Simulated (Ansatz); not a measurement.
# Collinear magnetic orders of cubic Laves EuIr2: energies and three-shell exchange couplings in LDA with U = 6 eV on Eu

We calculate the energies of five collinear arrangements of the Eu spins in cubic Laves EuIr2, using LDA with a Hubbard U of 6 eV on Eu, at fixed atomic positions. Each energy is given per Eu atom relative to the parallel order, so a positive value means that the order lies above the parallel one. We ask which of these orders is lowest, and whether pair couplings over three shells of Eu neighbours account for the differences. Such couplings are the input to estimates of ordering temperature and spin-wave stiffness, which matter for magnetic refrigeration at low temperature and for any use of a rare-earth compound as a magnetic layer.

## Computational details

One system, EuIr2 (cubic Laves, Fd-3m), 6 atom(s) a primitive cell, from cells of the Materials Project database (relaxed there by DFT). Ansatz 0.2.0, plane waves with default PAW datasets, cutoff 420 eV, Fermi-Dirac smearing of 0.1 eV, k meshes whose coarsest spacing along a reciprocal vector is 0.18 to 0.29 1/Å over all runs (2π included). Functional: LDA with Hubbard U (eV) Eu 6; collinear spins, no spin-orbit coupling. Atoms are fixed. Each order is started from typed moments on Eu, in the primitive cell or in a cell doubled at wavevector q (fractions of the primitive reciprocal vectors), on meshes of about the same density or denser; only runs that kept their pattern of signs are listed. Runs that did not converge or carry a known fault are not listed. The same in all rows: metal or insulator in the row's run, judged by its smearing entropy or density of states at the Fermi energy (a gap under a few smearing widths counts as a metal): metal.

Notes on method and selection:

- In a Heisenberg model with E = -sum over ordered pairs of J e_i.e_j, the energy per magnetic atom is E0 less the sum over shells of J times the listed sum; further shells and changes of moment size are outside it.
- Each state is what a run reaches from typed starting moments; only a few collinear orders were started, so the lowest found need not be the ground state. Spin-orbit coupling is left out of these energies, which are free energies at the smearing width. A magnetic atom is one that was given a starting moment.
- Site moments count the spin inside each program's own atomic sphere, so they depend somewhat on its radius and leave out the spin between the spheres.
- Under a Hubbard U the orbital state was not searched.
- Ansatz's own search for a lower self-consistent state was switched off in these runs, so a run may rest in a state that is not the lowest for its pattern of moments.
- The shell on the horizontal axis is the one of the three whose sum correlates best with the energies.
- Runs that did not converge, have known faults or may not be shown are not listed, and runs on Ansatz's PAW sets soft_1 and soft_2 are kept to separate tables.

Columns:

- shell at 3.31 Å: sum of e_i.e_j over the 4 Eu neighbours at 3.31 Å, mean over magnetic atoms (+1 parallel, -1 opposed).
- shell at 5.40 Å: sum of e_i.e_j over the 12 Eu neighbours at 5.40 Å, mean over magnetic atoms (+1 parallel, -1 opposed).
- shell at 6.33 Å: sum of e_i.e_j over the 12 Eu neighbours at 6.33 Å, mean over magnetic atoms (+1 parallel, -1 opposed).
- moment (μB): largest site spin moment.
- net moment (μB): size of the net spin moment per magnetic atom.
- energy (meV): energy less that of the parallel order, per magnetic atom.

Input lines of one member:

```
magnetization:
  spin_polarized: true
kpoints:
  mp_grid: { grid: [8, 8, 8] }
hamiltonian:
  xc: lda
  hubbard:
    sites: [{ species: Eu, l: f, u_eff: 6.0 }]
    projectors: ortho-atomic
scf:
  occupations: { method: fermi_dirac, width: 0.1 }
  lower_state_search: "off"
```

Command (options for logging and memory left out): `ansatz run input.yaml`

## Results

| member | shell at 3.31 Å | shell at 5.40 Å | shell at 6.33 Å | moment (μB) | net moment (μB) | energy (meV) |
| --- | --- | --- | --- | --- | --- | --- |
| opposed +- | −4 | 12 | −12 | 6.81 | 0.0000 | 31.10 |
| opposed q=(0,0,1/2) +--+ | −2 | 0 | 6 | 6.82 | 0.0000 | 21.80 |
| opposed q=(0,1/2,1/2) +-+- | 0 | −4 | 0 | 6.82 | 0.0000 | 22.40 |
| opposed q=(0,0,1/2) +-+- | 2 | 0 | −6 | 6.83 | 0.0000 | ? |
| parallel ++ | 4 | 12 | 12 | 6.84 | 6.6331 | 0.00 |

Cells marked ? are withheld until the estimate has been made.

Least-squares fits to the members shown, with x = shell at 3.31 Å; R² and errors in the fitted variable (y, or ln y where the fit is in ln y):

| y | members | fit | R² | rms residual | leave-one-out rms | the same for the mean of the others |
| --- | --- | --- | --- | --- | --- | --- |
| energy (meV) | 4 | y = 16.96 − 3.724 x | 0.92 | 3.2 | 7.4 | 15 |

## Why the values move as they do

Among the four orders with a shown energy, the parallel one is lowest, and the next lies 21.80 meV above it. The energy broadly falls as more nearest neighbours become parallel, with a fitted slope of −3.724 meV per unit of the nearest-shell sum. The fall is not monotonic: the order with sum −2 lies at 21.80 meV, slightly below the 22.40 meV of the order with sum 0. Within a model of pair couplings, more distant shells must therefore contribute.

With $E = E_0 - J_1 s_1 - J_2 s_2 - J_3 s_3$, where $s_i$ are the listed sums, the four energies fix the four constants: $E_0$ = (31.10 / 2 + 3 × 22.40) / 4 = 20.69 meV, $J_2$ = (22.40 − 31.10 / 2) / 16 = 0.43 meV, $J_1$ = 31.10 / 16 + (21.80 − 20.69) / 4 = 2.22 meV and $J_3$ = 31.10 / 48 − (21.80 − 20.69) / 12 = 0.555 meV. A positive $J$ favours parallel spins. Since there are as many constants as energies, the exact agreement is no test of the model.

The two orders of the primitive cell show the weight of the third shell. They have the same second-shell sum, so their difference of 31.10 meV comes from the other two shells: 8 × 2.22 = 17.8 meV from the first and 24 × 0.555 = 13.3 meV from the third. The third-shell coupling is weaker per pair, but that shell has twelve neighbours against four.

The site moments, 6.81 to 6.84 μB, are close to the seven unpaired spins of a half-filled 4f shell and hardly change with the order, which favours a description by fixed spins. The 4f orbitals are too compact to overlap between Eu atoms, so the coupling in this metal should pass through the conduction electrons, which the 4f spins polarise. That mechanism naturally reaches beyond nearest neighbours. In the parallel order the net moment is 6.84 − 6.63 = 0.21 μB below the Eu site moment, which suggests a small opposite polarisation outside the Eu spheres.

## Estimating the withheld member

Plain estimates from the members shown:

- opposed q=(0,0,1/2) +-+-, fit at x = 2: 9.51 meV
- opposed q=(0,0,1/2) +-+-, straight-line interpolation between opposed q=(0,1/2,1/2) +-+- and parallel ++: w = (2 − 0) / (4 − 0) = 0.500, so 22.40 + 0.500 × (0.00 − 22.40) = 11.20 meV

For the withheld order we use the three-shell model rather than the line in the nearest-shell sum or the interpolation, which give 9.51 and 11.20 meV. Both ignore that its third-shell sum is −6, which costs energy when $J_3$ is positive. The third shell cannot simply be dropped: with $J_3$ = 0 and the other constants set by the remaining three orders, $J_1$ = 31.10 / 8 = 3.89 meV, and the +--+ order would come out at 20.69 + 2 × 3.89 = 28.5 meV, which is 28.5 − 21.80 = 6.7 meV too high.

The model gives 20.69 − 2 × 2.22 + 6 × 0.555 = 19.6 meV. The gain from the nearest neighbours is largely cancelled by the third shell.

The exactly determined model leaves no residual from which to take an error, so we size the first neglected shell. It holds six Eu neighbours at 5.40 × √2 = 7.64 Å. Its sum is −6 in both orders doubled along (0,0,1/2) and +6 in the other three, so a coupling $J_4$ would shift the estimate by 24 $J_4$. If couplings carried by conduction electrons fall off roughly as the inverse cube of distance, $J_4$ has a size of about 0.43 × (5.40 / 7.64)³ = 0.15 meV, with unknown sign. Scaling from the third shell instead would about double this, so the error bar is only a rough guide. The resulting uncertainty is 24 × 0.15 = 3.6 meV, which we round to 4 meV. The parallel order should then remain the lowest of the five.

**Committed estimate, opposed q=(0,0,1/2) +-+-: energy = 20 ± 4 meV.**

## The withheld result

| member | shell at 3.31 Å | shell at 5.40 Å | shell at 6.33 Å | moment (μB) | net moment (μB) | energy (meV) |
| --- | --- | --- | --- | --- | --- | --- |
| opposed q=(0,0,1/2) +-+- | 2 | 0 | −6 | 6.83 | 0.0000 | 21.15 |

| member | estimate | energy (meV) | computed | estimate − computed | miss in error bars |
| --- | --- | --- | --- | --- | --- |
| opposed q=(0,0,1/2) +-+- | committed | 20.00 | 21.15 | −1.15 | 0.3 |
| opposed q=(0,0,1/2) +-+- | fit | 9.51 | 21.15 | −11.64 |  |
| opposed q=(0,0,1/2) +-+- | interpolation | 11.20 | 21.15 | −9.95 |  |

The estimate of 20 ± 4 meV lies 1.15 meV below the computed 21.15 meV, well inside its error bar. The line in the nearest-shell sum and the interpolation were too low by 11.64 and 9.95 meV. The listed sums of the two orders doubled along (0,0,1/2) are equal and opposite, so in the three-shell model their energies average to $E_0$. Before rounding, the model therefore gave 2 × 20.69 − 21.80 = 19.58 meV, a miss of 21.15 − 19.58 = 1.57 meV.

Couplings beyond the nearest shell are needed, but the reason we gave before the estimate was a poor one. We relied on the order with sum −2 lying slightly below the order with sum 0. These are free energies at a smearing width of 0.1 eV; taken to zero width, the two orders change places and the energy falls steadily with the nearest-shell sum. The sound reason is that the fall is far from linear. A nearest-shell coupling alone would put the order with sum 0 midway between the two orders of the primitive cell, at 31.10 / 2 = 15.55 meV, and it lies at 22.40 meV. That the third shell takes part is shown by another comparison. The two orders doubled along (0,0,1/2) have the same second-shell sum and differ by only 0.65 meV. Without a third shell this would require $J_1$ = 0.65 / 4 = 0.16 meV, whereas the two orders of the primitive cell would require 31.10 / 8 = 3.89 meV. Parallel coupling in the third shell removes the contradiction.

The allowance for a fourth shell was sufficient: $J_4$ = 1.57 / 24 = 0.07 meV would close the gap, against the 0.15 meV assumed. This is not a measurement of $J_4$, because the gap depends on the smearing and widens when the energies are taken to zero width. It may equally come from the Ir moments, which are largest in the parallel order. The part of their response that is linear in the Eu spins is already contained in the pair couplings, so only the remainder would count.

## Departures from the trend

Least-squares fits to the whole series, with x = shell at 3.31 Å; R² and errors in the fitted variable (y, or ln y where the fit is in ln y):

| y | members | fit | R² | rms residual | leave-one-out rms | the same for the mean of the others |
| --- | --- | --- | --- | --- | --- | --- |
| energy (meV) | 5 | y = 19.29 − 3.143 x | 0.74 | 5.2 | 9.6 | 13 |

Largest departures from the fit to the whole series:

| member | energy (meV) | fit | computed − fit | in rms residuals |
| --- | --- | --- | --- | --- |
| opposed q=(0,0,1/2) +-+- | 21.15 | 13.00 | +8.15 | 1.6 |
| parallel ++ | 0.00 | 6.72 | −6.72 | 1.3 |
| opposed q=(0,0,1/2) +--+ | 21.80 | 25.58 | −3.78 | 0.7 |
| opposed q=(0,1/2,1/2) +-+- | 22.40 | 19.29 | +3.11 | 0.6 |

The largest departures from the nearest-shell line are +8.15 meV for the +-+- order doubled along (0,0,1/2) and −6.72 meV for the parallel order. Both follow from the shells that the line leaves out. A least-squares fit of the three-shell model to all five energies gives roughly $E_0$ = 21, $J_1$ = 2.0, $J_2$ = 0.46 and $J_3$ = 0.62 meV.

In the +-+- order the third-shell sum of −6 raises the energy by 6 × 0.62 = 3.7 meV. The rest of the departure arises because the line has too low an intercept and too steep a slope, having absorbed part of the outer shells' effect.

In the parallel order the second and third shells together lower the energy by 12 × (0.46 + 0.62) = 13.0 meV. The line's steeper slope and lower intercept already account for about half of this, which leaves the negative departure.

Within the three-shell model neither order stands out, and the largest residual is about 0.5 meV.

## Conclusions

With Eu held divalent, as it is in all these runs, the parallel order is the lowest of the five, 21.15 meV per Eu atom below the next. Three shells describe the energies well, though four constants leave only one energy as a check. Leaving out each order in turn gives misses of roughly 1 to 6 meV, with an rms of about 4 meV against 13 meV for the mean of the others.

For classical spins the mean-field ordering temperature is $T = 2(4J_1 + 12J_2 + 12J_3)/(3k_B)$. With the constants fitted to all five orders the sum is 4 × 2.0 + 12 × 0.46 + 12 × 0.62 = 21.0 meV, and the temperature is 2 × 21.0 / (3 × 0.0862) = 162 K. This belongs to a hypothetical divalent EuIr2 and is no prediction for the real compound. Even for the divalent model it is likely to be too high, because mean-field theory neglects correlated fluctuations.

The real compound is not in that state. Experiment finds Eu in EuIr2 to be trivalent or nearly so, with a non-magnetic ground state, and the compound becomes superconducting at very low temperature instead of ordering magnetically. All five runs hold a nearly half-filled 4f shell, as in divalent Eu, and none of them looks for a trivalent state, so their energies only rank spin orders within the wrong valence. The uses named at the start, magnetic refrigeration and magnetic layers, are therefore no reason to study EuIr2 itself. What remains is a worked example of how pair couplings are drawn from the energies of spin orders, and of how a calculation can give a plausible ordering temperature for a compound that has no magnetic order.

[Logs are printed without paths, hosts, clocks, repeated set-up lines and the standing remarks that a program may print on its own settings, such as how far it seeks lower states.]
